## Results and discussion

### Quantity and scales

A muonic line energy is the difference between the binding energies of two levels of a negative muon bound to a nucleus, written (upper level, lower level) in the column heads. The values come from the radial Dirac equation with reduced mass and the Uehling potential, for one muon and no electrons, so the electron configuration of the element plays no part. The nuclear charge in these runs is a spherical Gaussian. $Z$ is the nuclear charge, $A$ the mass number and $R$ the nuclear rms radius, an input.

Muonic X-ray transition energies for Ho to Au, computed with Radial Dirac-Fock and Kohn-Sham solver 3 from the Dirac equation of a negative muon with reduced mass, a spherical Gaussian nucleus and the Uehling potential. Nuclear polarisation, deformation, self-energy and electron screening are not included. Each line is labelled by its upper level, then its lower level.

```csv
species,Z,mass number,nuclear rms radius (fm),line energy (2p3/2 1s1/2) (keV),line energy (4d5/2 2p3/2) (keV),line energy (4f7/2 3d5/2) (keV),line energy (4f5/2 3d3/2) (keV)
Ho,67,165,5.202,4977.4,2339.1,623.18,638.32
Er,68,166,5.252,5044.2,2404.8,642.10,658.14
Tm,69,169,5.226,5160.3,2474.8,661.35,678.36
Yb,70,174,5.311,5200.3,2540.0,680.83,698.80
Lu,71,175,5.370,5256.0,2606.9,700.59,719.58
Hf,72,180,5.347,5368.5,2679.0,720.72,740.79
Ta,73,181,5.351,5462.2,2750.4,741.10,762.30
W,74,184,5.366,5547.0,2821.8,761.77,784.12
Re,75,187,5.370,5639.7,2894.6,782.73,806.30
Os,76,192,5.413,5701.7,2965.4,803.95,828.74
Ir,77,193,5.403,5803.9,3040.5,825.50,851.61
Pt,78,195,5.427,5879.1,3113.8,847.31,874.74
Au,79,197,5.437,5964.7,3188.8,869.42,898.24
```

Three scales carry the estimates: the reduced mass $\mu = m_\mu/[1+m_\mu/(A\,m_u)]$ with $m_u$ the atomic mass constant, the Bohr energy $B_0=\tfrac12\mu c^2(Z\alpha)^2$ and the Bohr radius $a=\hbar/(\mu c Z\alpha)$. For Yb, $B_0=13775.8$ keV and $a=3.6585$ fm, so $B_0/Z^2=2.8114$ keV and $aZ=256.1$ fm; Au gives $17547.2/79^2=2.8116$ keV and the same $aZ$. These stay nearly fixed because the reduced mass lowers all energies by only 0.069 % (Ho) to 0.058 % (Au). The ratio $x=R/a$ runs from 1.361 to 1.677, so the nucleus is larger than the first Bohr orbit.

Near the origin a wavefunction of angular momentum $l$ goes as $r^l$. For a nucleus much smaller than the orbit, first-order theory therefore gives a size shift of order $B_0x^{2l+2}$ with a coefficient that falls steeply with $n$ and $l$. The same runs show this hierarchy for Au: the finite nucleus removes 9114 keV from 1s, 207 keV from 2p3/2, 1.8 keV from 3d5/2 and 0.006 keV from 4f7/2. The lower level of a line decides which rule is needed.

### Lines ending on 3d: point Dirac times a factor

With $k=j+\tfrac12$ the binding energy around a point charge is

$$D(n,k)=\mu c^2\left\{1-\left[1+\left(\frac{Z\alpha}{n-k+\sqrt{k^2-(Z\alpha)^2}}\right)^{2}\right]^{-1/2}\right\},$$

which for $n=k$ reduces to $\mu c^2[1-\sqrt{1-(Z\alpha/n)^2}]$. The closed form should be used, because the expansion to $(Z\alpha)^4$ is low for Au by 2.28 keV on (4f5/2 3d3/2) and 3.73 keV on (4d5/2 2p3/2), more than the error of the rules below. The two 4f-3d columns differ by the 3d fine-structure splitting minus that of 4f, which this formula largely contains.

The table lies above the point values by a fraction of a per cent. The mean ratio over all 13 rows gives the rule: multiply by 1.0049 for (4f7/2 3d5/2) and by 1.0037 for (4f5/2 3d3/2). The worst row is Au in both, too high by 0.046 % and 0.117 % of the table value.

The excess is vacuum polarisation less a little nuclear size. Both orbits lie well inside the reduced electron Compton wavelength $\lambda_e=386.2$ fm, where the muon sees more than the ordinary charge, and the short-distance Uehling form applies:

$$\frac{\delta V}{V}\approx\frac{2\alpha}{3\pi}\left[\ln\frac{\lambda_e}{r}-\gamma-\frac56+\frac{3\pi}{4}\frac{r}{\lambda_e}\right],$$

with $\gamma$ Euler's constant. The virial theorem gives $|\langle V\rangle|\approx2D$, and averaging over a circular orbit puts $r\approx n(n-\tfrac14)a$ in the logarithm and $n^2a$ in the linear term. Without any fitted number this yields 5.42 keV for the Au (4f7/2 3d5/2) line against 5.62 keV in the run. Adding it to the point value overshoots the table by 1.58 keV, which is the 1.79 keV size shift of 3d5/2 less the 0.20 keV shortfall of the hand formula. The same balance closes in all six rows compared (Ho, Yb, Lu, Ta, Os, Au).

The size shift grows faster than the line, so the excess falls from 0.523 % at Ho to 0.444 % at Au and a single factor errs low at one end and high at the other. The drift is stronger for (4f5/2 3d3/2), from 0.466 % to 0.252 %, because the 3d3/2 shift is about twice that of 3d5/2 (3.8 keV for Au). In Dirac theory the small component of a d3/2 state has p character and reaches further in.

### The line ending on 2p: a size term subtracted

For (4d5/2 2p3/2) the point value is 5.7 % above the table at Au. The Uehling share in the six runs is 0.694 to 0.697 % of the point value, so

$$E\approx1.007\,[D(2,2)-D(4,3)]-0.00306\,B_0\,x^{2.6}.$$

The exponent came from a least-squares line of $\ln[(1.007E_{\rm point}-E)/B_0]$ against $\ln x$ over all rows (slope 2.635), and the coefficient was then averaged with the exponent set to 2.6. The worst row is Ir, 0.8 keV or 0.025 % high. The fitted term agrees with the size shifts of the six runs to 0.5 keV (206.0 against 206.4 keV for Au), so it does measure what it is meant to measure. The exponent lies below the small-nucleus value 4 because the growth of $|\psi|^2$ as $r^2$ has already slowed at $r\approx a$; that is an argument from theory, and 2.6 is a local slope with no further meaning.

### The line ending on 1s: an effective quantum number

For Au the point formula gives $19313.4-4481.9=14831.5$ keV, about 2.5 times the table value, so the nuclear size cannot be treated as a small correction. A scaling argument helps instead. In units of $a$ and $B_0$ the Schrödinger equation for a fixed nuclear shape contains only $x$, so $E=B_0\,g(x)$. For a point nucleus $g=3/4$. For a very large one the muon moves in the harmonic well inside the charge, where $\omega^2\propto Z/R^3$ and $g\propto x^{-3/2}$. The local exponent $-d\ln g/d\ln x$ must run between 0 and 3/2.

The quantum defect of a sodium atom suggests a form. A valence electron that penetrates the core sees more charge and is bound as $1/n^{*2}$ with $n^*<n$, whereas a muon that penetrates the nucleus sees less charge and has $n^*>n$. The likeness ends there: the sodium defect is nearly constant along a series in $n$, while here one effective number describes a whole line and varies with $x$. Taking it linear is an empirical choice that worked, not a derived result:

$$E\approx\frac{B_0}{(s+t\,x)^2}.$$

A least-squares line of $\sqrt{B_0/E}$ against $x$ over all 13 rows gives $s=1.0638$ and $t=0.3884$, with an rms error of 0.26 keV. Rounding of the printed radius is itself worth up to 0.42 keV, so much of the remaining scatter may be rounding, though the worst row (Lu, 0.60 keV) lies somewhat outside it. With $s=1.064$ and $t=0.388$ every row comes out 1.4 to 2.7 keV high, below 0.05 % of the table. Fitted on Ho to Hf alone, the form misses Au by 1.6 keV. A power law $0.4919\,B_0\,x^{-0.712}$, fitted log-log to all rows, errs by up to 8.8 keV, because the local exponent of the better form climbs from 0.664 to 0.760, inside the bounds above.

The uneven steps follow from this slope. The rule gives $dE/dR$ between $-635$ and $-833$ keV/fm. Where the radius barely moves (Hf to Ta, +0.004 fm) the line gains 93.7 keV. It gains 116.1 keV from Er to Tm, where $R$ shrinks by 0.026 fm, and 40.0 keV from Tm to Yb, where $R$ grows by 0.085 fm. The rule reproduces all twelve steps within 0.7 keV. Vacuum polarisation cannot be the source, since its share of the line moves only from 35.1 to 39.9 keV from Ho to Au. The line (4d5/2 2p3/2) echoes the pattern weakly, with steps of 70.0 and 65.2 keV across Tm.

### Two rows worked

Both rows were part of every full fit. For Yb, $\mu c^2=105.5895$ MeV, $Z\alpha=0.51081$ and $x=5.311/3.6585=1.4517$.

- (2p3/2 1s1/2): $1.064+0.388\times1.4517=1.6273$ and $13775.8/1.6273^2=5202$ keV; table 5200.3.
- (4d5/2 2p3/2): $3502.0-869.3=2632.7$, times 1.007 is 2651, less $0.00306\times13775.8\times1.4517^{2.6}=111$, giving 2540 keV; table 2540.0.
- (4f7/2 3d5/2): $(1541.91-864.53)\times1.0049=680.70$ keV; table 680.83.
- (4f5/2 3d3/2): $(1565.15-869.31)\times1.0037=698.41$ keV; table 698.80.

For Au, $x=5.437/3.2415=1.6773$, the denominator is $1.7148^2$ and $17547.2/1.7148^2=5967.3$ keV against 5964.7. The second line is $1.007\times3371.7-206.0=3189$ keV against 3188.8. The 4f-3d point values 865.58 and 895.98 keV become 869.82 and 899.29 keV, against 869.42 and 898.24.

### Range of the rules

The 1s rule needs the radius of the isotope. Replacing it by $0.945\,A^{1/3}$ fm, the mean over the rows, raises the worst error to 61 keV (Lu, 1.2 %).

The constants $s$ and $t$ trade against each other and also absorb Uehling and relativistic terms, which scale with $Z\alpha$ and not with $x$ alone. An unconstrained log-log fit gives $E\propto Z^{1.262}R^{-0.608}$; pure scaling demands that the exponent of $Z$ and the size of the exponent of $R$ sum to 2, and here they sum to 1.870. A single power law is too stiff here and $Z$ and $R$ rise together, so this test neither confirms nor refutes the scaling sharply.

A series of light elements would have $x\ll1$, where the line approaches $\tfrac34B_0$ with a correction in $x^2$. The rule tends to $0.884\,B_0$ there, 18 % too high, and is useless. In such a series the 4f-3d orbits swell towards $\lambda_e$, so the Uehling share shrinks and the factors fall towards one. In heavier atoms the 3d size shift keeps eating the excess, and the 1s rule heads for an exponent of 2 in place of 3/2.

The accuracy quoted is accuracy against this calculation. At equal $R$ a Gaussian holds about three times the central density of a uniform sphere, so it binds 1s more strongly than the flat-topped charge of a heavy nucleus. Measured 2p-1s lines are therefore expected to lie below the table, by far more than the few keV by which the rule misses it. A Fermi distribution would need new $s$, $t$ and a new 2p coefficient, while the 4f-3d lines would move only by a part of their size terms, which are a few keV at most; that can still exceed the errors quoted for their factors. Many of these nuclei are strongly deformed and their real lines split into hyperfine multiplets, which a spherical nucleus cannot show. Nuclear polarisation and self-energy, left out of the runs, act most on 1s.
